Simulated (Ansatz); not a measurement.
# LaAs: the change of pressure with volume scale

Periodic Kohn-Sham DFT of a crystal at fixed atoms, scaled to volume_scale times the given cell; pressure positive in compression, energy less spherical unpolarised free atoms, largest_vzz the field gradient of largest size among the nuclei. The results are calculated, by Ansatz 0.2.0.

The cell before it is scaled or strained (space group Fm-3m, No. 225):
```
cell vectors (Å)
   0.0000     3.0625     3.0625
   3.0625     0.0000     3.0625
   3.0625     3.0625     0.0000
atoms (fractions of the cell vectors)
La  0.00000  0.00000  0.00000
As  0.50000  0.50000  0.50000
```

Settings of every row: method frozen-core PAW; functional PBEsol; relativity scalar; k mesh 12x12x12; filling fermi-dirac; smearing width 0.05 eV; wave cutoff 420 eV; paw set soft_2.

Atom start moment: 0 on all atoms.

Limits: PAW files made with PBE; no spin-orbit coupling on heavy atoms.

| row | volume scale | V (Å³/atom) | pressure (GPa) |
| --- | --- | --- | --- |
| 1 | 0.94 | 27 | ? |
| 2 | 0.96 | 27.574 | 2.548 |
| 3 | 0.98 | 28.148 | 0.94 |
| 4 | 0.99 | 28.436 | 0.196 |
| 5 | 1 | 28.723 | -0.512 |
| 6 | 1.01 | 29.01 | -1.184 |
| 7 | 1.02 | 29.297 | -1.823 |
| 8 | 1.04 | 29.872 | -3.005 |
| 9 | 1.06 | 30.446 | -4.071 |

Question: what pressure should row 1 give?

Worked fit of pressure. Take u = (V_r/V)^(2/3) − 1 with V_r = 28.867 Å³ an atom, which is twice the finite (Eulerian) strain; such expansions in the strain, on which the Birch-Murnaghan equation of state is built, carry the rest volume and the bulk modulus. The shown rows have u = 0.03102, 0.01696, 0.01008, 0.00334, -0.00329, -0.00981, -0.02256, -0.03488. Least squares give pressure = −0.8535 + 101.419 × u + 264.13 × u² GPa; a straight line predicts inner rows, each left out in turn, worse (root mean square 0.086 against 0.0018 GPa). The rows lie off it by 0.001, -0.003, 0.000, 0.000, 0.000, 0.000, 0.002, -0.001. The pressure vanishes at u = 0.0082, or V = 28.51 Å³ an atom, and there the bulk modulus at fixed shape and fractions is B = −V dP/dV = (2/3)(1 + u) dP/du = 71.1 GPa. The withheld row has u = 0.04558, so the fit gives −0.8535 + 101.419 × (0.04558) + 264.13 × (0.04558)² = 4.318 GPa.

The calculation gave 4.326 GPa. The fit lies 0.008 GPa (0.095 % of the column's range) below it; its largest miss of a shown row is 0.003 GPa. This row lies beyond the range of the fit.
